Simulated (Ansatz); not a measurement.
**From the elastic tensor of Si to moduli and sound speeds**

Computed with DFT LDA, scalar-relativistic, plane waves, PAW (Ansatz 0.2.0). Cutoff 420 eV, 12×12×12 k-points (Γ-centred), fixed occupations. No spin polarisation.

Symmetry: Fd-3m, No. 227, cubic system. Conventional cell: a = 5.402 Å, b = 5.402 Å, c = 5.402 Å, α = 90.00°, β = 90.00°, γ = 90.00°. Around Si (site symmetry -43m) lie 4 Si at 2.34 Å.

Relaxed-ion constants (GPa, on the Cartesian axes of the calculation):
C11 = 160.9, C12 = 64.3, C13 = 64.3, C22 = 160.9, C23 = 64.3, C33 = 160.9, C44 = 75.5, C55 = 75.5, C66 = 75.5 GPa; the others vanish.

Density 2.367 g/cm³; 2 atoms in 39.41 Å³.

The values that follow are for a polycrystal of randomly turned grains, by Hill's mean where one number stands.

With S = C⁻¹: B_V = (C11+C22+C33+2(C12+C13+C23))/9, G_V = (C11+C22+C33−C12−C13−C23+3(C44+C55+C66))/15, 1/B_R = S11+S22+S33+2(S12+S13+S23), 15/G_R = 4(S11+S22+S33−S12−S13−S23)+3(S44+S55+S66); Hill is their mean. Then v_l = √((B+4G/3)/ρ), v_t = √(G/ρ), v_m = [(2/v_t³+1/v_l³)/3]^(−1/3) and Θ = (ħ/k_B)·v_m·(6π²n/V)^(1/3) for n atoms in the volume V; E = 9BG/(3B+G), ν = (3B−2G)/(2(3B+G)) and A^U = 5G_V/G_R + B_V/B_R − 6.

| Property | Result |
| --- | --- |
| Bulk modulus, Voigt / Reuss / Hill | 96.5 / 96.5 / 96.5 GPa |
| Shear modulus, Voigt / Reuss / Hill | 64.6 / 61.6 / 63.1 GPa |
| Young's modulus | 155 GPa |
| Poisson ratio | 0.232 |
| Pugh ratio B/G | 1.53 |
| Universal anisotropy index | 0.24 |
| Longitudinal and transverse sound speeds | 8737 and 5164 m/s |
| Debye temperature from the mean sound speed | 631 K |

Cost: 1 run of about 0.58 core-minutes, on Arm Neoverse V1 (shared hosts).

The elastic constants describe a stiff, moderately anisotropic covalent network. C44 exceeds C12, the reverse of what central forces with a positive Cauchy pressure would give, and this reflects the resistance of directional sp³ bonds to changes in bond angle. Because cubic symmetry makes the Voigt and Reuss bulk moduli identical, the anisotropy index of 0.24 comes entirely from shear. C44 is also larger than half the difference between C11 and C12, so a single crystal is stiffest in tension along ⟨111⟩, the bond directions, and softest along ⟨100⟩, where strain is accommodated more by bond bending than by stretching. The high sound speeds and the Debye temperature of 631 K follow from this stiffness combined with a light atom. That temperature characterises the long-wavelength acoustic limit; silicon's flat transverse acoustic branches near the zone boundary make the calorimetric value dip well below it on warming. The Pugh ratio of 1.53 is consistent with silicon's known brittleness but doesn't establish it, since fracture and plasticity depend on cleavage energies and dislocation mobility.
